Nitrogen trifluoride, NF₃, is a pyramid with three N–F bonds. Its atomization energy D is the energy needed to pull it apart into one free N and three free F atoms. The table follows D for one double-hybrid functional through six basis sets. "Functions" is the number of basis functions on the whole molecule, and 6-31Gstar stands for 6-31G*, which is 6-31G with six Cartesian d functions added on each atom. A negative entry in the result column means that the molecule is bound too weakly compared with the cc-pVQZ result; below, this shortfall is called the deficit.

Calculated values. Ansatz 0.2.0, B2PLYP double hybrid without a dispersion term, for NF₃ (charge 0, spin multiplicity 1) at its MP2(full)/6-31G* geometry in every basis. The 1s electrons are frozen in the perturbative correlation term, and relativity is not included. Atomization energies are counted from the cc-pVQZ value, 860.8 kJ/mol.

```
    basis  functions  atomization energy less its quadruple-zeta value (kJ/mol)
   STO-3G         20                                                     -68.80
    6-31G         36                                                    -274.60
  cc-pVDZ         56                                                     -67.90
6-31Gstar         60                                                     -20.50
  cc-pVTZ        120                                                     -12.00
  cc-pVQZ        220                                                       0.00
```

(a) The 6-31G set has more functions than STO-3G and lowers the total energy of NF₃ by 134 eV. Yet its deficit is four times as large. How can a much better total energy go with a much worse atomization energy?

Solution. The atomization energy is a difference of two energies, and so is its error:

D = E(atoms) − E(NF₃)

deficit = error of E(NF₃) − error of E(atoms)

Both errors are counted upwards from the cc-pVQZ energies. A lower total energy shows that the first error has shrunk, but says nothing about the second. The variational principle, which here covers only the self-consistent part of the energy, guards total energies one at a time and never their difference.

In STO-3G the molecule lies 146.5 eV too high and the separate atoms 145.8 eV, so the two huge errors nearly cancel. In 6-31G they are 12.1 and 9.2 eV: far smaller, but less well matched. The atomic sums were obtained by adding D to the molecular energy, so they restate the deficit and do not yet explain it. The larger part of the STO-3G error is expected to come from a crude description of the electrons close to the nuclei, which hardly notice whether the atom is bound. The 6-31G set repairs most of this for atom and molecule alike. Much of what remains is still common to both, but about 2.8 eV of it belongs to the molecule alone, and that is the deficit.

(b) Adding d functions to 6-31G raises D by 254 kJ/mol, or 2.63 eV. The energy of NF₃ itself falls by 4.34 eV, of which 1.64 eV is in the perturbative correlation term of the double hybrid. Could better correlation in that term alone account for the stronger binding? If not, what do the d functions do?

Solution. Suppose the d functions improved the perturbative term of the molecule and left that of the free atoms unchanged. This is the most favourable case for the correlation explanation, since extra functions normally strengthen the correlation of the atoms too. Even then the rest of the gain has to come from the self-consistent energy:

2.63 eV − 1.64 eV = 0.99 eV

So at least about 1 eV of the recovered binding comes from a better electron density and better orbitals. The estimate gives a lower bound and not the actual share, because the atomic energies were not split into the same two parts. The actual share is expected to be nearly all of the gain: the self-consistent energy of NF₃ falls by 2.69 eV, about as much as the whole gain in D, and d functions should lower that of the free atoms only a little.

The physical reason is polarization. A free atom has no preferred side, and s and p functions suit its occupied orbitals well. In NF₃ each atom has neighbours on one side only, and its electron cloud must become lopsided. With fluorine's own functions, a 2p lone pair that stands across the N–F bond can lean towards or away from nitrogen only if some d character is mixed in. Nitrogen, with all three neighbours on one side, needs the same freedom, and its d shell is expected to supply a large part of the gain; the runs do not separate the two elements. The d functions are therefore no extra valence orbitals in which electrons are housed; they let the p orbitals bend.

A hydrogen atom in a uniform electric field shows the same thing in its simplest form. With s functions alone, however many, the free atom can be described almost perfectly, yet its cloud cannot shift along the field. One p function mends this without lowering the energy of the free atom. The likeness has bounds: in NF₃ the functions of neighbouring atoms do part of the work, and d functions also lower the free atoms, through correlation.

The geometry was the same in every basis and had been optimized with d functions present. Part of the 6-31G deficit may thus come from bond lengths that do not suit that set. This was not tested, but the part is expected to be small, since the energy changes only slowly near its minimum.

(c) STO-3G and cc-pVDZ give the same atomization energy to within 1 kJ/mol. Is the minimal set as good as the polarized one for this purpose? How could the answer be recognized without the cc-pVQZ result?

Solution. The total energies give a warning, though no proof: the STO-3G molecule lies 140 eV above the cc-pVDZ one. Agreement in D then rests on the cancellation of very large errors. STO-3G has no d functions either, so it should suffer from the same stiffness as 6-31G. Something must be hiding the damage.

A first suspect is the correlation term, and counting orbitals shows what it can do. With the 1s electrons frozen, a free N or F atom in a minimal basis has only the 2s and three 2p orbitals. All four spin-up places are filled. Of spin-down electrons, nitrogen has just one, and fluorine has three but only one empty place for them. No pair of electrons can be excited, so the perturbative correlation of the free atoms is zero.

The molecule does have empty orbitals that can take a pair, and its perturbative term amounts to 111 kJ/mol. All of it is booked as binding. This looks like an unfair credit, but the molecule is short of correlation too: its term is 1.15 eV in STO-3G and 9.26 eV in cc-pVQZ. Only the difference between molecule and atoms counts for D, and in a large basis that difference is expected to be bigger, not smaller.

The suspect can also be tested by taking the term away. STO-3G then still binds NF₃ by 681 kJ/mol, through its self-consistent energy alone, while 6-31G reaches only 586 kJ/mol with its correlation included. The damage must therefore be hidden mainly in the self-consistent part. A likely reason, not tested here, is that a minimal set also describes the valence shell of the free atoms poorly. In the molecule each atom can borrow the functions of its neighbours, which a free atom cannot do, and this makes the binding look stronger than it is.

A milder case is 6-31G*, whose deficit is 47 kJ/mol smaller than that of cc-pVDZ. Its molecule lies 0.95 eV higher than in cc-pVDZ, but its atoms lie 1.44 eV higher. It describes both less well, and leads only because the atoms lose more than the molecule. A possible reason, not tested here, is that its fluorine d functions are more spread out and serve the bond better than the correlation within the atom.

The safer sign of quality is steady progress within one family of sets built to the same plan. From cc-pVDZ to cc-pVTZ the atomization energy rises by 56 kJ/mol, and from there to cc-pVQZ by 12 kJ/mol. The steps shrink, but the last is not yet negligible, so the zero of the table is a reference point and neither the basis-set limit nor the measured value.

In 6-31G the deficit averages 92 kJ/mol per N–F bond, about a third of the mean bond energy. A set without polarization functions is thus unfit for the atomization energy of this molecule, however low its total energy lies.
